## What may go into a device model

Suppose a package or a die clamp squeezes a silicon channel, and you want to know how much its leakage changes. Leakage generated thermally in a depleted region follows the intrinsic carrier density, and diffusion leakage its square. That density depends exponentially on the band gap. The decision is whether to feed a calculated gap into the device model, or only the calculated change of a measured gap.

Three sizes of error guide that decision. The PBE density functional misses the gap of silicon by about 0.6 eV. Mistaking one optical transition for another costs about 0.06 eV here, and a coarse set of electron wave vectors about 0.02 eV. For comparison, a volume change of one per cent moves the gap by slightly less than 0.02 eV.

The three faults also differ in how they show themselves. The middle one breaks a curve and the smallest appears when two ways of finding the gap are compared. The largest leaves every curve smooth.

Silicon in the diamond structure (two atoms per cell) at a series of fixed volumes, calculated with Ansatz 0.2.0 using all-electron LAPW and the PBE functional, scalar-relativistic and without spin polarisation. All rows use an 11 × 11 × 11 k mesh, Fermi-Dirac occupations with a width of 0.08 eV, and a basis error target of 0.25 meV per atom.

| volume (Å³/atom) | shortest distance (Å) | band gap (eV) | smallest direct gap on path (eV) |
| --- | --- | --- | --- |
| 18.822 | 2.304 | 0.468 | 2.584 |
| 19.222 | 2.320 | 0.508 | 2.577 |
| 19.623 | 2.336 | 0.546 | 2.569 |
| 19.823 | 2.344 | 0.564 | 2.566 |
| 20.023 | 2.352 | 0.579 | 2.562 |
| 20.224 | 2.359 | 0.599 | 2.558 |
| 20.424 | 2.367 | 0.616 | 2.553 |
| 20.824 | 2.383 | 0.648 | 2.545 |
| 21.225 | 2.398 | 0.678 | 2.478 |

The band gap is the energy from the highest filled level to the lowest empty one, whatever their wave vectors. The smallest direct gap is the lowest energy between a filled and an empty level at the same wave vector, searched along lines through the Brillouin zone. Γ denotes wave vector zero, X the zone boundary along a cube axis, and L the boundary along a body diagonal.

## Why the two gaps move in opposite directions

The highest filled states of silicon lie at Γ and are bonding combinations of p orbitals. The lowest empty states lie in valleys between Γ and X, and much of their charge sits in the open channels of the diamond lattice, away from the bonds. Expansion therefore shifts the two by different amounts. Between 18.822 and 20.824 Å³ per atom the filled edge falls by 1.2 eV and the lowest empty level on the calculation's mesh by only 1.0 eV, so the gap opens. The different places of the charge make unequal shifts plausible, but their sign is read from the levels. Only the difference has a meaning, because the zero of energy in an infinite crystal is arbitrary.

At Γ the lowest empty states are the antibonding partners of those same p states. Their splitting shrinks as the atoms move apart, but slowly. A likely reason is that the sideways overlap of p orbitals, which works against the head-on overlap, fades faster with distance.

Antibonding states built from s orbitals react far more strongly. The likely reason is that s orbitals are round and have no sideways overlap to offset the change in the head-on one. The calculation has such a level at Γ, a single one above the triple p level. Measured from the filled edge, it comes down by about 1.4 eV over the series.

This gives a rule for related semiconductors: find out where the lowest empty state lies and what it is made of. A valley near X usually gives a gap that opens on expansion, as here, though diamond is a known exception. A state at L or Γ with strong s character gives a gap that closes, as is well known for germanium.

## One transition, one slope

For a small change of volume, the energy of a single transition can be expanded about a reference volume. The natural variable is the relative change of volume, which adds up to a logarithm:

$$E(V) = E_0 + a \ln\frac{V}{V_0}$$

Here $V$ is the volume per atom, $V_0$ = 20.424 Å³ is the row closest to zero pressure, $E_0$ is the transition energy there, and $a$ is called the deformation potential. The derivation assumes that the same two states are compared at every volume.

A least-squares line through all nine band gaps gives $a$ = 1.75 eV and typical misses of 2 meV. The slope is not quite constant: it is about 1.9 eV over the three most compressed rows and 1.6 eV over the three most expanded. One constant serves well within this range, but it should not be carried far outside.

For the channel, the slope translates directly into carriers. One per cent less volume closes the gap by 0.01 × 1.75 eV = 0.0175 eV. The intrinsic density varies as $\exp(-E_g/2k_BT)$, where $E_g$ is the gap and $2k_BT$ is about 0.052 eV at 300 K. The density thus rises by a factor $\exp(0.0175/0.052)$, or about 1.4, if the densities of states stay the same. This holds for equal pressure from all sides; strain along a cube axis, for example, also splits the valleys, which the table does not cover.

## The fault that breaks the curve

The smallest direct gap looks like an equally good candidate for a straight line. Fitted by least squares to the first eight rows, it gives $E_0$ = 2.554 eV and $a$ = −0.385 eV, with misses of about 1 meV.

Now predict the last row, which was not part of the fit. The logarithm is $\ln(21.225/20.424)$ = 0.0385, so the predicted gap is 2.554 − 0.385 × 0.0385 = 2.539 eV. The table has 2.478 eV, lower by 0.061 eV. That is more than sixty times the usual miss, and a reader can see the break without any fit: the same step in volume lowered the gap by 8 meV just before and by 67 meV now.

The levels at Γ show what has happened. In the first eight rows, the distance from the filled edge to the triple p level reproduces the column to the last printed digit or nearly so. In the last row this distance is 2.536 eV, within 3 meV of where the line leads. The transition at Γ has carried on undisturbed, and a different one has become the smallest.

The single s-like level at Γ is not the newcomer, because it still lies 2.70 eV above the filled edge. The new transition must therefore sit at another wave vector, and L is the likely place. At 20.824 Å³ it must have cost at least 2.545 eV, or it would already have been the smallest, provided that the same wave vectors were searched in both rows. It has thus fallen by at least 0.067 eV, or 0.045 eV for each GPa of pressure released.

The direct transition at L in silicon is known to shift by roughly 0.05 eV per GPa, a recalled figure, and its empty state has the s-like antibonding character that makes for a steep slope. The levels at L are not among the results, however, and only one row lies beyond the change. The change of transition is shown by the numbers; its place is an inference.

The failure lies in treating a minimum over many transitions as if it were one transition. Such a minimum follows one branch until another undercuts it, and there its slope jumps. A deformation potential fitted across the jump would belong to neither branch.

## The fault that needs a second search

The calculation solves for the electrons on a regular mesh of wave vectors. Its nearest point to the conduction valley lies at about 0.91 of the way from Γ to X, whereas the bottom of the valley is known to lie near 0.85. The mesh therefore catches the valley on its slope, and a gap read from it is too large.

The band gap column is lower than the mesh value in every row, so it must have been searched at wave vectors off the mesh. The excess of the mesh value is 5 meV at the smallest volume and 25 meV at the largest. A difference that was the same everywhere would cancel in the slope, but this one grows. From end to end, the mesh gives a deformation potential of 1.91 eV and the column 1.75 eV, nine per cent apart.

Not all of this can be charged to the mesh. The distance of the valley from X is set by how fast the two lowest empty bands split on leaving X, and at the mesh point their splitting changes only from 0.320 to 0.328 eV over the series. The valley is therefore expected to drift only slightly towards Γ on expansion, too little for the error of the mesh to grow fivefold. More likely the column misses the bottom as well, from the Γ side, so that its error shrinks on expansion while that of the mesh grows. The slope of the true gap would then lie between 1.75 and 1.91 eV. The position of the valley was not tracked.

The column shows its imperfection directly in one row. At 20.023 Å³ the band gap lies 2.5 meV below the mean of its neighbours, while the mesh values run smoothly through the same volume. A possible cause is that the search came closer to the valley bottom in that row, but the wave vectors searched are not among the results. Differences of a few meV between neighbouring rows should not be read as physics.

## The fault that leaves the curve smooth

In the row closest to zero pressure the band gap is 0.616 eV. The measured gap of silicon is roughly 1.2 eV, a recalled value, so the calculation finds about half of it. Nothing in the column gives this away. A smooth curve suggests that the same states are followed from row to row, but it does not say that their distance is right.

The volume is not to blame. Over the whole table the gap changes by 0.21 eV, about a third of what is missing. PBE does make silicon slightly too large: its pressure vanishes at 20.46 Å³ per atom, against a measured value near 20. By the slope found above, this widens the gap a little and so hides part of the shortfall. Spin-orbit coupling and the zero-point and thermal motion of the atoms are left out, and all would lower the calculated gap further.

The reason lies in what the calculated levels mean. The true gap is the energy needed to remove an electron from the crystal minus the energy gained when one is added. In exact density-functional theory this equals the distance between the levels plus a jump, by which the exchange-correlation potential rises as soon as an electron enters the empty band. PBE builds its potential from the local density and its gradient, and one added electron hardly changes these in a large crystal. The jump is therefore absent. Theory assigns most of the shortfall to it; the table, with a single functional, cannot divide the error into parts.

The slope suffers much less, as expected if the missing jump varies little with volume. From end to end the calculated gap changes by 0.21 eV over 11.8 GPa, or 0.018 eV per GPa. The measured coefficient, again recalled, is about 0.014 eV per GPa, with the same sign. Per GPa the calculated change is thus probably too large by a quarter on average, and by a good third near zero pressure, where it reaches about 0.019 eV per GPa. Part of this arises because PBE makes silicon too soft: the pressures give a bulk modulus of about 87 GPa, below the measured one. Per change of volume the excess is roughly a quarter, whereas the gap itself is wrong by half.

In the device model the difference is drastic. A shortfall of 0.5 to 0.6 eV, divided by 0.052 eV and put into the exponential, overstates the intrinsic carrier density by a factor of roughly $10^4$ to $10^5$. The recalled gap is too rough to narrow this down. An error of a quarter in the slope turns the factor of 1.4 for one per cent of compression into about 1.3. The leakage model should therefore start from the measured gap and take at most its change with volume from the calculation. For silicon under equal pressure from all sides even that change has been measured, so the calculated slope is most useful for materials where it has not.
